Changing the axial ratio of this Al₂Cu cell by 10 % at fixed volume costs about 30 meV per atom, and stretching it by 20 % costs about three times as much. Both costs can be estimated from one formula that can be worked on paper:

$$E \approx K\,\frac{(r-1)^2}{r}, \qquad K \approx 3000\ \text{meV/atom}.$$

Here $r$ is the axial ratio over its value in the relaxed cell, and $E$ is the energy change. Between $r = 0.85$ and $r = 1.2$ the formula reproduces the calculated energies to about 10 %.

Al₂Cu, 3-atom P4/mmm cell (relaxed a = 4.043, c = 2.822 Å), deformed along c at fixed volume and fractional coordinates. Ansatz 0.2.0, plane-wave LDA with PBE PAW datasets, scalar-relativistic, no spin polarisation; cutoff 420 eV, k mesh 14×14×18, Gaussian smearing 0.15 eV. Free energies are relative to the relaxed cell; pressure is positive in compression.

```
axial ratio (over its starting value)  energy change (meV/atom)  pressure (GPa)
                                 0.85                      79.9            3.58
                                 0.92                      19.8            0.99
                                  1.0                       0.0           -0.02
                                  1.1                      29.6            0.65
                                  1.2                      90.7            2.00
```

### Why the cost has this form

Near a minimum, energy grows as the square of the deformation, so the first question is how to measure the deformation. At fixed volume, a longer cell must also become thinner. If the axial ratio changes by the factor $r$, the strain along the axis is $\tfrac{2}{3}\ln r$ and the strain in each direction across it is $-\tfrac{1}{3}\ln r$. All strains are therefore proportional to $\ln r$, which suggests $E = K(\ln r)^2$.

The logarithm treats stretching and squashing by the same factor as equal deformations. The rows at 0.85 and 1.2 are nearly such a pair, since $1/0.85$ is about 1.18. For hand work, $(\ln r)^2$ can be replaced by $(r-1)^2/r$, which agrees with it to better than 1 % over the table.

The division by $r$ is worth the small effort. With $(r-1)^2$ alone, the constant needed to match each deformed row varies by a factor of about 1.6 over the table. With the logarithm it varies by a factor of about 1.2.

### Where the constant comes from

The constant $K$ measures stiffness, and the stresses in one slightly deformed cell are enough to find it. Let $p_\parallel$ and $p_\perp$ be the stresses along and across the axis, positive in compression, and $V$ the volume per atom. The work done in a small further deformation gives

$$\frac{dE}{d\ln r} = \tfrac{2}{3}\,V\,(p_\perp - p_\parallel).$$

At $r = 0.92$ the same calculation gives a stress of 6.3 GPa along the axis and −1.6 GPa across it, a difference $p_\perp - p_\parallel$ of −7.9 GPa. With $V = 15.37$ Å³, and with 1 GPa Å³ equal to about 6.2 meV, the slope is

$$\tfrac{2}{3}\times 15.37\times(-7.9)\times 6.2 \approx -500\ \text{meV/atom}.$$

The slope of $K(\ln r)^2$ is $2K\ln r$, and $\ln 0.92$ is about −0.083. Hence $K \approx 500/(2\times 0.083)$, or 3000 meV/atom after rounding. The energies in the table played no part in this step, so comparing them with the rule tests whether one stiffness serves the whole range. It is a test within one calculation, not against experiment.

### Two rows worked by hand

For the squashed cell at $r = 0.85$, the deformation term is $0.15^2/0.85 = 0.0265$. Multiplied by 3000, it gives 79 meV/atom. The calculated value is 79.9 meV/atom, so the estimate is within about 1 % of it.

For the stretched cell at $r = 1.2$, the term is $0.2^2/1.2 = 0.0333$, and the estimate is 100 meV/atom. The calculation gives 90.7, so the rule is about 10 % too high. This is its largest relative error in the table.

For the two milder deformations the errors lie between these in size, with the estimate 5 % above the calculated energy at 0.92 and 8 % below it at 1.1. In absolute terms these are errors of only 1 to 2 meV/atom. A separate least-squares fit of $K$ to all four deformed rows, including the two worked here, gives about 2900 meV/atom, so rounding to 3000 does little harm. The printed output after this text compares the rule with every row.

### Why stretching ends up cheaper than the rule

The overestimate at 1.2 has a visible origin in the stresses: the crystal softens as it is stretched. A parabola requires the slope of the energy to keep growing in proportion to $\ln r$. From 1.1 to 1.2 the slope obtained from the stresses does grow, but much less than that, and at 1.2 the rule's slope is 31 % too large.

The energy suffers less because it adds up the work along the whole path, and up to 1.1 that work is slightly larger than the rule allows, which offsets part of the later excess. At 1.2 the rule is therefore better for the energy than for the stress. Used for the difference between the stresses across and along the axis at 1.2, it gives a value nearly a third too large.

### What the deformation does to the atoms

The aluminium atoms form a nearly cubic frame, and copper fills half of its cubes, in straight columns along the axis. Deforming this frame hardly changes the Al–Cu distance, which is 2.47 Å in the relaxed cell and 2.48 Å at both ends of the scan. Distances between like atoms along the axis change far more, from 2.53 Å at 0.85 to 3.19 Å at 1.2.

It is plausible that these like-atom contacts carry much of the cost. That remains a guess, because the total energy is not divided among contacts.

The copper columns also affect where the parabola must be centred. In a fully cubic crystal, symmetry guarantees that the energy has zero slope at the cubic shape. Here the columns single out one axis, and that guarantee is lost. The frame would be exactly cubic at $r = 1.013$, while the stresses place the minimum within about 0.2 % of $r = 1$. Deformations should therefore be counted from the relaxed cell, not from the ideal cube.

### Using the rule elsewhere

For small deformations of another tetragonal crystal, counted from its relaxed cell, the form stays the same and only the stiffness changes. How far the rule then reaches has to be tested for each crystal. The constant is

$$K = \tfrac{1}{2}MV, \qquad M = \tfrac{2}{9}\,(C_{11}+C_{12}+2C_{33}-4C_{13}),$$

where the $C_{ij}$ are the elastic constants. These normally include any shifts of the atoms within the cell. Where symmetry allows such shifts, the cost at fixed fractional coordinates can be higher; in the present cell it allows none. In the present cell $M$ is about 63 GPa. A handy conversion is that 1 GPa acting through 15 Å³ is worth about 0.1 eV. A crystal with the same volume per atom and half the stiffness $M$ would thus pay half as much for the same small deformation.

The value 3000 belongs to this three-atom cell and should not be carried over to the ordinary θ phase of Al₂Cu, which has a different structure. The local density approximation also tends to make metals somewhat too stiff, and here it was used with atomic datasets made for another functional. For a real material, one figure in $K$ is as much as the rule deserves.

### Where to stop

The rule describes a cell held at fixed volume. Every deformed row has positive pressure, so each of these cells would lower its energy by expanding. The effect is largest at 0.85, where the pressure is 3.58 GPa. If the bulk modulus is taken to be roughly 100 GPa, an assumption not computed here, the gain there is several meV/atom, small beside the 80 meV/atom that the deformation costs.

The range of $r$ is the stricter limit. A parabola has only one minimum, so it would miss any second stable shape further along the path. Before such a shape could appear, the slope would have to fall to zero at the top of a barrier. Between 1.1 and 1.2 the slope still rises, though more slowly than the rule demands, and an estimate below 0.85 or above 1.2 needs a new calculation.

Output of the analysis:

```
K from the stresses at 0.92 alone, meV/atom: 3028
Rule with K of 3000 meV/atom:
   row  (r-1)^2/r  (ln r)^2  rule meV/atom  miss meV/atom   miss %  slope from stress meV/atom  slope of rule meV/atom
  0.85    0.02647   0.02641          79.41        -0.4882  -0.6111                      -990.7                  -975.1
  0.92   0.006957  0.006952          20.87           1.07    5.402                        -505                  -500.3
   1.0          0         0              0              0        0                       10.97                       0
   1.1   0.009091  0.009084          27.27         -2.327   -7.862                       540.9                   571.9
   1.2    0.03333   0.03324            100            9.3    10.25                       835.5                    1094
rms miss of the rule over the four deformed rows, %: 7.009
rule's slope (stress difference) too large at 1.2, %: 30.94
largest over smallest row constant, quadratic in ln r: 1.194
largest over smallest row constant, quadratic in r-1: 1.566
fit of energy_change on 4 rows (moved): coefficient of x**2 2861 +/- 94; rms 3.58, worst 1.2 4.41, leave-one-out rms 6.44
  rows outside the fit (model, value, miss): 1.0 0, 0, 0
linear term from residual stress at 0.92, meV/atom: -0.9147
linear term from residual stress at 1.1, meV/atom: 1.046
axial ratio of the minimum implied by the residual stress: 0.9982
axial ratio at which the Al frame is exactly cubic: 1.013
stiffness 2K/V for this deformation, GPa: 62.54
Contacts in Å and stresses in GPa:
   row  like atoms along c  Al-Al across  Al-Cu  stress along c  stress across c
  0.85               2.532         3.018  2.481            13.9           -1.586
  0.92               2.669         2.939   2.47           6.254           -1.643
   1.0               2.822         2.859  2.465         -0.1319          0.03966
   1.1               3.007         2.769  2.469          -4.992            3.465
   1.2               3.187          2.69  2.481          -6.706            6.357
order of magnitude of the gain by volume relaxation at 0.85, meV/atom: 6.148
```
